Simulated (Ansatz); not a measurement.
A series in volume scale on TiB₂

All results are calculated (Ansatz 0.2.0). Free energy against uniform scaling of the volume at fixed shape and fractions; periodic cell, basis, potentials, k mesh and filling as listed.

The cell before it is scaled or strained (space group P6/mmm, No. 191):
```
CELL_PARAMETERS angstrom
3.02920 0.00000 0.00000
-1.51460 2.62340 0.00000
0.00000 0.00000 3.22840
ATOMIC_POSITIONS crystal
Ti 0.00000 0.00000 0.00000
B 0.33333 0.66667 0.50000
B 0.66667 0.33333 0.50000
```

Settings of every row: functional PBE; dispersion none; potentials all-electron LAPW; k mesh 11x11x9; k shift 0x0x0; occupations fermi dirac; smearing width 0.15 eV; spin none; SCF threshold exponent -9.

Limits: coarse k mesh, up to 40 meV an atom off.

| row | volume scale | V (Å³/atom) | energy above lowest point (meV/atom) |
| --- | --- | --- | --- |
| 1 | 0.92 | 7.868 | 51.5 |
| 2 | 0.96 | 8.21 | 12.4 |
| 3 | 1 | 8.552 | 0 |
| 4 | 1.04 | 8.894 | ? |
| 5 | 1.08 | 9.236 | 37 |

Question: what energy above lowest point should row 4 give?

Worked fit of energy above lowest point. Take u = (V_r/V)^(2/3) − 1 with V_r = 8.381 Å³ an atom, which is twice the finite (Eulerian) strain; such expansions in the strain, on which the Birch-Murnaghan equation of state is built, carry the rest volume and the bulk modulus. The shown rows have u = 0.04301, 0.01384, -0.01338, -0.06271. Least squares give energy above lowest point = 3.18 + 447.1 × u + 15729 × u² meV/atom; a straight line predicts inner rows, each left out in turn, worse (root mean square 28 against 0.037 meV/atom). All shown rows lie on it to the printed digit. Its lowest point lies at u = -0.0142, or V = 8.563 Å³ an atom, and the curvature there gives the bulk modulus at fixed shape and fractions, B = (4/9)(1 + u)² E″(u)/V = 254 GPa. Letting shape and atoms relax would as a rule lower it, by much in layered, chain or molecular crystals. The withheld row has u = -0.03883, so the fit gives 3.18 + 447.1 × (-0.03883) + 15729 × (-0.03883)² = 9.5 meV/atom.

The calculation gave 9.5 meV/atom. The fit meets it to the printed digit.
